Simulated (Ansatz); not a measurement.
# Rh2O5: pressure and energy above lowest point against volume per atom

All results are calculated (Ansatz 0.2.0 development build). Equation of state of a cubic crystal from periodic Kohn-Sham density functional theory without spin; pressure corrected for the finite basis.

Cell of the first row (space group Pn-3m, No. 224):
```
Rh2O5
1.0
      4.9727     0.0000     0.0000
      0.0000     4.9727     0.0000
      0.0000     0.0000     4.9727
Rh O
4 10
Direct
  0.00000 0.00000 0.00000
  0.50000 0.50000 0.00000
  0.50000 0.00000 0.50000
  0.00000 0.50000 0.50000
  0.50000 0.00000 0.00000
  0.00000 0.50000 0.00000
  0.00000 0.00000 0.50000
  0.50000 0.50000 0.50000
  0.75000 0.75000 0.25000
  0.75000 0.25000 0.75000
  0.25000 0.75000 0.75000
  0.75000 0.25000 0.25000
  0.25000 0.75000 0.25000
  0.25000 0.25000 0.75000
```

Settings of every row: formula Rh2O5; structure type cubic X2O5; functional PBE; spin treatment none; k mesh 22x22x22; occupation method fermi-dirac; occupation width 0.061225619 eV; wave cutoff 420 eV; datasets soft-1 PAW; density cutoff ratio 4.

Limits: a cubic model structure, not a phase known at ambient conditions; no spin polarisation, a magnetic state may lie lower.

```
row  volume per atom (Å³)  pressure (GPa)  energy above lowest point (meV/atom)
  1                 8.783          15.212                                 25.37
  2                  8.97               ?                                     ?
  3                 9.157           4.604                                  2.73
  4                 9.344           0.153                                     0
  5                  9.53          -3.811                                  2.18
  6                 9.717          -7.337                                  8.72
  7                 9.904         -10.475                                 19.15
```

Question: what pressure and energy above lowest point should row 2 give?

Worked fit of pressure. Take u = (V_r/V)^(2/3) − 1 with V_r = 9.437 Å³ an atom, which is twice the finite (Eulerian) strain; such expansions in the strain, on which the Birch-Murnaghan equation of state is built, carry the rest volume and the bulk modulus. The shown rows have u = 0.04904, 0.02028, 0.00662, -0.00652, -0.0193, -0.03169. Least squares give pressure = −1.89 + 301.294 × u + 965.83 × u² GPa; a straight line predicts inner rows, each left out in turn, worse (root mean square 0.65 against 0.013 GPa). The rows lie off it by 0.004, -0.013, 0.006, 0.002, 0.008, -0.007 (root mean square 0.0075 GPa). The pressure vanishes at u = 0.0062, or V = 9.351 Å³ an atom, and there the bulk modulus at fixed shape and fractions is B = −V dP/dV = (2/3)(1 + u) dP/du = 210 GPa. The withheld row has u = 0.03441, so the fit gives −1.89 + 301.294 × (0.03441) + 965.83 × (0.03441)² = 9.621 GPa.

The calculation gave 9.601 GPa. The fit lies 0.020 GPa (0.078 % of the column's range) above it; its largest miss of a shown row is 0.013 GPa.

Worked fit of energy above lowest point. Take u = (V_r/V)^(2/3) − 1 with V_r = 9.437 Å³ an atom, which is twice the finite (Eulerian) strain; such expansions in the strain, on which the Birch-Murnaghan equation of state is built, carry the rest volume and the bulk modulus. The shown rows have u = 0.04904, 0.02028, 0.00662, -0.00652, -0.0193, -0.03169. Least squares give energy above lowest point = 0.521 − 166.71 × u + 13464.5 × u² + 5457 × u³ meV/atom; a parabola predicts inner rows, each left out in turn, worse (root mean square 0.11 against 0.015 meV/atom). The rows lie off it by 0.00, 0.01, -0.01, 0.00, 0.01, 0.00. Its lowest point lies at u = 0.0062, or V = 9.35 Å³ an atom, and the curvature there gives the bulk modulus at fixed shape and fractions, B = (4/9)(1 + u)² E″(u)/V = 209 GPa. The withheld row has u = 0.03441, so the fit gives 0.521 − 166.71 × (0.03441) + 13464.5 × (0.03441)² + 5457 × (0.03441)³ = 10.95 meV/atom.

The calculation gave 10.96 meV/atom. The fit lies 0.01 meV/atom (0.039 % of the column's range) below it, one unit of the last digit.
